Dear colleague,

The first calculation in this letter is wrong. It is the version of the critical-coupling argument that I sent you earlier, and it loses a factor 2 between p and p². I repeat it line by line so that you can see where it breaks. Then come the symptom, the faulty line, the repair and the size of the error at α = 1/137.

Conventions, and the part that is sound

I use ħ = c = 1, Euclidean momenta, x = p², y = k², α = e²/4π, and primes for d/dx. "Quenched" means no fermion loops, so α does not run. "Ladder" means a bare vertex and a bare photon. The inverse electron propagator has a vector part A(x) p̸ and a scalar part. In Landau gauge the angular average of the kernel for A vanishes, so A = 1 and the scalar part is the mass function Σ(x). The mass anomalous dimension is defined per logarithm of momentum:

γ_m = −d ln Σ / d ln p for Σ ≪ p ≪ Λ.

The contraction γ_μ γ_ν (δ_μν − q_μ q_ν/q²) gives 4 − 1 = 3. The measure is d⁴k = π² y dy times an angular average, and the average of 1/(p − k)² in four dimensions is 1/max(x, y). With a bare mass m₀ and a sharp cut-off Λ on k,

Σ(x) = m₀ + λ ∫₀^(Λ²) dy y Σ(y) / {[y + Σ²(y)] max(x, y)},  λ = 3e²π²/(2π)⁴ = 3α/4π.   (1)

Split the integral at y = x and differentiate once: x²Σ′ = −λ ∫₀^x dy yΣ/(y + Σ²). Differentiate again and use (x²Σ′)′ = x (xΣ)″:

(xΣ)″ + λ Σ/(x + Σ²) = 0.   (2)

The integral equation also fixes two boundary conditions: x²Σ′ → 0 at x = 0, and (xΣ)′ = m₀ at x = Λ². For x ≫ Σ², equation (2) becomes (xΣ)″ + λΣ/x = 0. All of this is correct.

The wrong attempt

W1. Try Σ ∝ x^(−s). Then s² − s + λ = 0.

W2. The roots are s∓ = ½[1 ∓ √(1 − α/α_c)] with 4λ = α/α_c, so α_c = π/3 = 1.047.

W3. The slowly falling solution is the running mass, Σ ∝ p^(−s₋), so γ_m = s₋ = ½[1 − √(1 − α/α_c)].

W4. At small α this gives γ_m → 3α/4π, and at α_c it gives γ_m = ½. At α = 1/137 the ladder number is 1.7456 × 10⁻³ (wrong).

W5. Above α_c put ω = √(α/α_c − 1). The roots are ½ ± iω/2, so Σ ∝ p^(−1/2) sin[(ω/2) ln(p/M) + δ] with M = Σ(0). For m₀ = 0 and small ω about half a period must fit between M and Λ, so (ω/2) ln(Λ/M) ≈ π and M ∝ Λ exp(−2π/ω) (wrong).

Two things lulled me. The critical coupling came out as the π/3 that I expected, and 3α/4π looked familiar from the one-loop electron self-energy.

The symptom

Equation (1) can be iterated once at weak coupling without any differential equation. Put Σ = m₀ under the integral and take x ≫ m₀². The region y < x gives (1/x)∫₀^x dy = 1, and the region y > x gives ln(Λ²/x):

Σ(x) = m₀ [1 + λ (1 + ln(Λ²/p²))].   (3)

Since ln(Λ²/p²) = 2 ln(Λ/p), the definition gives γ_m = 2λ = 3α/2π at first order. Line W4 says 3α/4π. A resummation that fails to reproduce the first term of the series it sums is wrong. The familiar 3α/4π multiplies ln(Λ²/p²), a logarithm of the square.

A second symptom needs no expansion. Take α → 0 and look at the other root. By the logic of W3 it falls as p^(−s₊) → 1/p. But if Σ(y) is concentrated at small y, equation (1) gives Σ(x) = (λ/x) × constant at large x, which is the 1/p² of the photon propagator. Nothing in (1) produces 1/p at zero coupling. In the wrong attempt the two exponents of p add up to 1, and they must add up to 2.

The faulty line

It is W3. Since x = p², x^(−s) = p^(−2s), not p^(−s). Lines W1 and W2 are right, and this is why α_c survived: it is the point where the discriminant 1 − 4λ vanishes, and relabelling the exponent does not move it. Line W4 inherits the fault, and W5 repeats it by writing ln(p/M) where the roots of W2 go with ln(x/M²) = 2 ln(p/M).

The mended calculation below α_c

The safe course is to change variable in the equation. With d/dx = (1/2p) d/dp one has xΣ″ + 2Σ′ = ¼[d²Σ/dp² + (3/p) dΣ/dp], and the large-momentum equation reads

d²Σ/dp² + (3/p) dΣ/dp + (α/α_c) Σ/p² = 0.   (4)

The first two terms are the radial Laplacian in four dimensions. With Σ ∝ p^(−γ), γ(γ + 1) − 3γ + α/α_c = 0, that is γ(2 − γ) = α/α_c. The roots are γ = 1 ∓ √(1 − α/α_c) = 2s∓, and they add up to 2. The smaller one is

γ_m = 1 − √(1 − α/α_c) = 3α/2π + (9/8)(α/π)² + …   (5)

The first term agrees with (3), and the larger root tends to 2 as α → 0, so both symptoms are gone. The ultraviolet condition gives the same exponent a second meaning: at fixed M and large Λ the slow root dominates (xΣ)′, so m₀ ∝ M (M/Λ)^(γ_m).

To connect with the infrared I use the linearised form of (2), in which Σ²(x) in the denominator is replaced by M² = Σ²(0). This alters the equation only around x ~ M². With z = x/M², the solution regular at the origin is

Σ = M F(a, b; 2; −z),  a + b = 1,  ab = λ,

where F is the Gauss hypergeometric function and a, b are the roots s∓. The power series confirms it: the equation (1 + z)(zΣ)″ + λΣ = 0, with primes now in z, requires c_(n+1)/c_n = −(n² + n + λ)/[(n + 1)(n + 2)], and (n + a)(n + b) = n² + n + λ. Term by term, d/dz[z F(a, b; 2; −z)] = F(a, b; 1; −z), so the ultraviolet condition is

m₀ = M F(a, b; 1; −Λ²/M²).   (6)

For α < α_c both a and b lie between 0 and 1, and Euler's integral

F(a, b; 1; −z) = [Γ(a)Γ(b)]⁻¹ ∫₀¹ dt t^(b−1) (1 − t)^(−b) (1 + zt)^(−a)

is positive. So m₀ = 0 forces M = 0: no mass is generated below α_c.

The mended calculation above α_c

Now γ = 1 ± iω, and (4) is solved by Σ ∝ (1/p) sin[ω ln(p/M) + δ]. The envelope falls as 1/p, which is what γ_m = 1 means in this phase. It is a clean scaling exponent near α_c, where ω is small and the range M ≪ p ≪ Λ is long. At α_c itself the two roots merge and Σ ∝ (1/p)[ln(p/M) + constant].

In the linearised equation the phase can be found in closed form. With a = (1 + iω)/2 and b = a*, the large-z form of F(a, b; 1; −z) is [Γ(iω)/Γ(a)²] z^(−b) plus its complex conjugate, up to relative corrections of order 1/z. Write Γ(iω) = Γ(1 + iω)/(iω) and z^(−b) = (M/Λ) exp[iω ln(Λ/M)] at the cut-off. The sum is proportional to the sine of a phase, and (6) with m₀ = 0 becomes

ω ln(Λ/M) + arg Γ(1 + iω) − 2 arg Γ(½ + iω/2) = nπ,  n = 1, 2, …   (7)

The solution with n = 1 has no node in Σ and the largest M. For small ω, arg Γ(1 + iω) = −γ_E ω + ζ(3)ω³/3, and 2 arg Γ(½ + iω/2) = −(γ_E + 2 ln 2)ω + 7ζ(3)ω³/12, with γ_E Euler's constant. The difference is 2ω ln 2 − ζ(3)ω³/4, so

ln(Λ/M) = π/ω − 2 ln 2 + ζ(3)ω²/4 + …,

M ≈ 4Λ exp[−π/√(α/α_c − 1)].   (8)

This is Miransky scaling: M vanishes at α_c together with all its derivatives with respect to α. The factor 4 belongs to the linearisation and to the sharp cut-off, and it changes with either. The exponent does not depend on the linearisation. The regular solution of the full equation (2) has the form M f(x/M²) with f independent of Λ. A nodeless f that joins the critical form (1/p)[ln(p/M) + constant] as ω → 0 has a phase δ proportional to ω, which alters only the prefactor.

One reading of γ_m = 1 is worth having. The operator ψ̄ψ has dimension 3 − γ_m, which is 2 at α_c. If the four-fermion operator (ψ̄ψ)² is given twice that dimension, as the ladder's factorised treatment does, it has dimension 4 and is marginal exactly at α_c. The wrong attempt would give 5/2 and 5 and hide this.

Size of the error at α = 1/137

I take α = 1/137 as an approximate input. The digits below are those of the ladder model.

α/α_c = 3/(137π) = 6.9703 × 10⁻³
√(1 − α/α_c) = 0.996509
λ = 3α/4π = 1.7426 × 10⁻³
one loop, 3α/2π = 3.4851 × 10⁻³
mended γ_m, equation (5) = 3.4912 × 10⁻³
wrong γ_m, line W4 = 1.7456 × 10⁻³
fast exponent of p: mended 1.9965, wrong 0.9983

The wrong γ_m is too low by 1.7456 × 10⁻³, that is by 50 per cent, and by exactly that fraction at every α up to α_c. The mended value recovers 3α/2π and lies 0.17 per cent above it. The excess is almost wholly the second term of (5), 6.07 × 10⁻⁶, and the slip is 287 times as large.

That second term should not be taken for QED. The crossed-photon diagram, the vertex corrections inside the self-energy and the fermion loop all enter at the same order, (α/π)² = 5.4 × 10⁻⁶ times coefficients of order one, and the ladder omits them. They rival the 6.07 × 10⁻⁶ and can move the third figure of γ_m. What the model supports for the real electron is therefore γ_m ≈ 3.5 × 10⁻³, against the wrong 1.7 × 10⁻³.

For a feeling of scale, follow Σ(p) over the spacelike decade from 10 MeV to 100 MeV. It falls by the fraction 1 − 10^(−γ_m), which is 0.80 per cent in the mended calculation and 0.40 per cent in the wrong one, an error of 0.40 percentage points. Two neglected effects are small against this. With an approximate electron mass m = 0.511 MeV kept in the denominator, the bracket of (3) becomes 1 − (m²/x) ln(1 + x/m²) + ln[(Λ² + m²)/(x + m²)]. Its change over the decade is 4.587 in place of ln 100 = 4.605, which lowers the fall by 0.4 per cent of itself. The electron loop, which quenching drops, raises the coupling at p ≫ m by the fraction (α/3π)[ln(p²/m²) − 5/3], a standard one-loop result that I quote without deriving. At the logarithmic midpoint of the decade, p² = 1000 MeV², this is 0.5 per cent, and it raises the fall by about as much. Neither changes the 0.80. Bear in mind that Σ(p) off the mass shell depends on the gauge and is not something you can read from a detector. The coefficient 3α/2π is the gauge-independent content.

The symmetry-breaking branch is out of reach at this coupling: α_c/α = 143, ω would be imaginary, and (8) does not apply. To see what the slip does there one needs an illustrative coupling, say α = 1.04 α_c = 1.089, for which ω = 0.2. Then π/ω = 15.71 and exp(−π/ω) = 1.51 × 10⁻⁷, while line W5 has 2π/ω = 31.42 and exp(−2π/ω) = 2.27 × 10⁻¹⁴. The wrong factor is the square of the right one and is too small by 6.6 × 10⁶. With the prefactor, (8) gives M/Λ = 6.03 × 10⁻⁷, and the unexpanded condition (7) gives ln(Λ/M) = 14.33 and M/Λ = 5.96 × 10⁻⁷. These are numbers of the linearised model.

What π/3 does and does not claim

At α of order one nothing makes the omitted diagrams small, so α_c = π/3 is a property of the quenched ladder in Landau gauge and not a prediction for QED with fermion loops. With a bare vertex the critical coupling depends on the gauge. Landau gauge is the sensible choice because A = 1 there, so a vertex with no renormalisation is consistent with Z₁ = Z₂. Vacuum polarisation would make α depend on momentum and remove the scale invariance of (4), on which both the power laws and the exponential in (8) rest. Within the model, two tests catch the slip at once: the exponents of p must add up to 2, and γ_m must start as 3α/2π, twice the coefficient of ln(Λ²/p²) in the one-loop self-energy.